Ti2+ is the row that looks wrong. All nine species carry 20 electrons, so the only dial seems to be the nuclear charge Z, yet the dipole polarisability α (the dipole induced per unit field) drops 2.76-fold from Ca to Sc+, then 10.5-fold to Ti2+, then only 2.31-fold to V3+. From there the steps shrink row by row to 1.28. Ti2+ also holds the maximum of coupled / uncoupled, 0.805. Two separate things happen at this row: the last 4s electron disappears, and the 3d² ion that remains is softer than its heavier partners suggest.

Non-relativistic, spin-polarised all-electron PBE calculations with radks 1 (radial solver, using Libxc) for spherical atoms and ions with a point nucleus, in the NIST ground configuration with open shells at highest spin. Linear response comes from Sternheimer equations with the Hartree and adiabatic LDA kernel, which the uncoupled polarisability omits.

```csv
species,Z,charge (e),configuration,dipole polarisability (bohr³),uncoupled dipole polarisability (bohr³),C6 (a.u.),C9 (triple dipole) (a.u.),coupled / uncoupled
Ca,20,0,[Ar] 4s2,154.5,290.7,2105,239000,0.532
Sc+,21,1,[Ar] 3d1 4s1,56.07,74.71,373.1,14860,0.751
Ti2+,22,2,[Ar] 3d2,5.335,6.624,15.84,54.08,0.805
V3+,23,3,[Ar] 3d2,2.309,3.097,5.910,9.460,0.746
Cr4+,24,4,[Ar] 3d2,1.373,1.912,2.960,2.903,0.718
Mn5+,25,5,[Ar] 3d2,0.9309,1.321,1.694,1.136,0.705
Fe6+,26,6,[Ar] 3d2,0.6761,0.9701,1.049,0.5108,0.697
Co7+,27,7,[Ar] 3d2,0.5128,0.7406,0.6857,0.2523,0.692
Ni8+,28,8,[Ar] 3d2,0.4010,0.5813,0.4667,0.1336,0.690
```

The values come from a spherical, non-relativistic PBE atom. The uncoupled polarisability lets each electron respond to the applied field alone; the coupled one, α, adds the opposing field of the induced charge, so a low ratio means strong reduction. C6 and C9 are the two-body and three-body dispersion coefficients between like species.

A smooth reference follows from perturbation theory, α ≈ Σ 2|⟨z⟩|²/ΔE. In a screened ion lengths scale as 1/(Z − s), with s a screening constant, which gives the numerator a power −2. An excitation within a shell, such as 3p→3d, costs an energy that grows as Z − s, so α = A/(Z − s)³; an excitation to a higher shell costs (Z − s)² and gives the power −4. Both are high-charge limits, so both, and a form with free exponent, were fitted to Mn5+ through Ni8+ only and extrapolated downward; the printed output after the text lists every residual. The cubic law reproduces those four rows to 0.54 % rms of the model value, better than the quartic law at 0.87 %. Rounding of α is at most 0.036 %, so the misfit is real and neither power is exact. The free form, three constants on four rows, returns an exponent near 2.1 that trades against s and is only an interpolation.

Ti2+ was not in that fit. With A = 733.4 and s = 15.75 the cubic law gives 733.4/(22 − 15.75)³ = 733.4/244 = 3.00 bohr³, and the table's 5.335 is 1.78 times that. Across the three forms the factor lies between 1.4 and 2.0, fading through V3+ (1.08 to 1.27) and Cr4+ (1.01 to 1.07). A free power law refitted to all seven 3d² rows swallows Ti2+ and misses no row by more than 1.72 %, still well beyond rounding. At fixed configuration, then, the numbers show a progressive steepening toward low charge and no jump.

Ca and Sc+ are a break of another order. Sc+ stands 6.5 to 14 times above the high-charge curves and Ca 4.7 to 23 times. The widths show how little an extrapolation over four or five charges can be trusted; the steep seven-row curve cuts the Sc+ factor to 1.8 and has already diverged before Ca. The sign is the same in each form that reaches these rows. The cause is the 4s electron: it sits outside the argon core, is large, and reaches 4p at a few eV, so the numerator is big and the denominator small. Because the charge rises at the same step, the 10.5-fold drop is not all configuration, but the following step indicates that charge alone supplies a factor of a few.

The dispersion coefficients test this without a fit. Suppose the response has a single pole, α(iω) = α/(1 + ω²/ω₀²). The Casimir–Polder integrals C6 = (3/π)∫α(iω)² dω and C9 = (3/π)∫α(iω)³ dω then give C6 = ¾ω₀α² and C9 = ¾αC6, and N = αω₀² is the number of electrons that the pole represents. For Ca, ω₀ is 3.2 eV and N is 2.14; for Sc+, 4.3 eV and 1.40. The energies suit a 4s excitation, and N is near the number of 4s electrons in Ca but well above it in Sc+, where the 3d electron and the core also respond. In Ca the computed C9 is 0.980 of the one-pole value.

For Ti2+ the same steps give ω₀ = 4 × 15.84/(3 × 5.335²) = 0.742 hartree, or 20.2 eV, and C9 = ¾ × 5.335 × 15.84 = 63.4 against the computed 54.08, a ratio of 0.853, the lowest of the nine. A low ratio signals strength at well separated energies. The low-lying part of α(iω) dies out at small ω and leaves a long, lower tail from the high-lying part, and along that tail the cube loses more than the square. The ratio does not measure how α divides between the poles, because it depends on their spacing as well as their weights: Ca keeps 0.980 although its core responds at far higher energy, since the core holds little of α. The orbital levels of this ion say where the poles can be. The 3p→3d gap is 35 eV in both spin channels, while the occupied 3d level is bound by only 20.5 eV and has a mean radius of 1.41 bohr against 1.09 for 3p. Since ω₀ is a weighted mean of excitation energies and lies far below 35 eV, some strength must sit lower, and 3d→4p and 3d→nf are the dipole channels open there. This is an argument: level gaps are not coupled excitation energies, and it rests on this one ion's levels. The excess may also be inflated by the settings, since PBE's potential decays too fast at long range and the two 3d electrons are smeared over a sphere, with no ³F term and no anisotropy.

The pole picture also describes the smooth end, where the configuration no longer changes. From Mn5+ to Ni8+ the ratio stays between 0.95 and 0.96, and ω₀ climbs steadily, by 11 to 12 eV per proton. This ω₀ is a mean over all poles and should not be read as the 3p→3d energy: excitations to higher shells, from 3d as well as from 3s and 3p, rise faster with charge and carry part of the climb. N falls only from 6.3 to 6.0, whereas the cubic law needs it to fall as 1/(Z − s). With N almost fixed, α = N/ω₀² declines roughly as an inverse square, in line with the free exponent near 2.1. Since N is defined as αω₀², this restates the table and does not explain it; a response mixed from within-shell and higher-shell excitations, each with its own screening constant, need not follow any single power.

Coupling removes 47 % of the uncoupled response in Ca, and it is needed: against the recommended 160.8 bohr³ that accompanies the run, the uncoupled value is 81 % high and the coupled one 3.9 % low. Relativity contracts 4s and would push α lower still, so the shortfall more likely lies with the PBE orbitals or the LDA kernel; it cannot be carried over to the ions. Measured above the cubic curve, the excess per 4s electron is 2.05 times larger in Ca than in Sc+ uncoupled, but only 1.42 times coupled (the Sc+ share includes its 3d electron). A likely reason is that two paired electrons in one orbital oppose each other's displacement, while the self-repulsion of a lone electron would be cancelled by exact exchange and is cancelled in part by the LDA kernel used here. The different charges of the two species also enter, so this is an argument and not a test.

The rule for neighbouring series is to look for the charge at which the outer s orbital empties. The 19-electron series keeps 4s in K and Ca+ and should break on going to Sc2+, with weaker screening at the neutral end because the 4s electron is alone. The 12-electron series from Mg keeps 3s² throughout, and a low within-shell 3s→3p pole should give a steady decline with strong screening. The argon-like ions have neither 4s nor 3d electrons, so they should show no configuration break and no response from occupied 3d orbitals.

What remains open is why coupled / uncoupled falls from 0.805 at Ti2+ to 0.690 at Ni8+. One guess is that a weakly screened 3d response fades and leaves the more strongly screened 3p shell. The Ti2+ excess over the high-charge curves does have a coupled-to-uncoupled ratio of 0.86 to 0.92, but that figure depends on the curves subtracted, and since those curves already contain 3d response the excess is not the whole 3d share. Would the argon-like ions, with the 3d electrons removed, show a nearly flat ratio, or does the 3s²3p⁶ shell itself screen more strongly as the charge grows?

The analysis program printed:

```
ion   a_prev/a  w0[eV]  Neff=a*w0^2  C9/(.75aC6)  coup/unc
Ca        nan      3.2      2.14       0.980      0.532
Sc+      2.76      4.3      1.40       0.947      0.751
Ti2+    10.51     20.2      2.94       0.853      0.805
V3+      2.31     40.2      5.04       0.924      0.746
Cr4+     1.68     57.0      6.02       0.952      0.718
Mn5+     1.47     70.9      6.32       0.961      0.705
Fe6+     1.38     83.3      6.33       0.960      0.697
Co7+     1.32     94.6      6.20       0.957      0.692
Ni8+     1.28    105.3      6.01       0.952      0.690
max rounding floor: alpha 0.036 %, C9 ratio 0.079 %
overall fall alpha Ca/Ni8+ 385, Ti2+/Ni8+ 13.3
fit hi p=3.00 A=733.4 s=15.75 rms 0.54 % worst Fe6+ -0.67 %
fit hi p=4.00 A=2.473e+04 s=12.21 rms 0.87 % worst Fe6+ -1.03 %
fit hi p=2.12(free) A=43.55 s=18.85 rms 0.03 % worst Co7+ +0.05 %
fit d2 p=3.00 A=414.1 s=17.54 rms 9.18 % worst Ti2+ +14.45 %
fit d2 p=4.00 A=9324 s=15.23 rms 11.88 % worst Ti2+ +19.90 %
fit d2 p=1.60(free) A=10.16 s=20.50 rms 1.11 % worst V3+ -1.72 %
table/model alpha (hi=Mn5+..Ni8+, d2=Ti2+..Ni8+; nan: Z<s)
ion   hi p3   hi p4   hi free  d2 p3   d2 p4   d2 free
Ca     16.194  23.051   4.735   5.568   8.549     nan
Sc+    11.075  13.558   6.488   5.618   6.647   1.837
Ti2+    1.778   1.985   1.388   1.144   1.199   1.006
V3+     1.201   1.267   1.078   0.909   0.901   0.983
Cr4+    1.052   1.074   1.013   0.895   0.869   1.000
Mn5+    1.005   1.008   1.000   0.934   0.908   1.012
Fe6+    0.993   0.990   1.000   0.989   0.974   1.013
Co7+    0.996   0.993   1.001   1.049   1.054   1.003
Ni8+    1.006   1.009   1.000   1.109   1.142   0.985
excess over hi models [bohr^3]: coupled / uncoupled / their ratio
Ca    p=3: 145/278/0.52  p=4: 148/282/0.52  p=free: 122/264/0.46
Sc+   p=3: 51/68/0.75  p=4: 51.9/69.1/0.75  p=free: 47.4/64.9/0.73
Ti2+  p=3: 2.33/2.53/0.92  p=4: 2.65/2.93/0.90  p=free: 1.49/1.73/0.86
V3+   p=3: 0.386/0.429/0.90  p=4: 0.487/0.561/0.87  p=free: 0.166/0.205/0.81
excess per 4s electron (p=3) coupled Ca 72.5 Sc+ 51.0 bohr^3, ratio 1.42
   uncoupled Ca 139.2 Sc+ 68.0 bohr^3, ratio 2.05
Ti2+ 3p->3d gap up 34.9 down 34.8 eV; 3d up level -20.5 eV; w0 20.2 eV
Ca coupled vs recommended -3.9 %, uncoupled +81 %
reduction by coupling: Ca 46.8 Ti2+ 19.5 Ni8+ 31.0 %
```
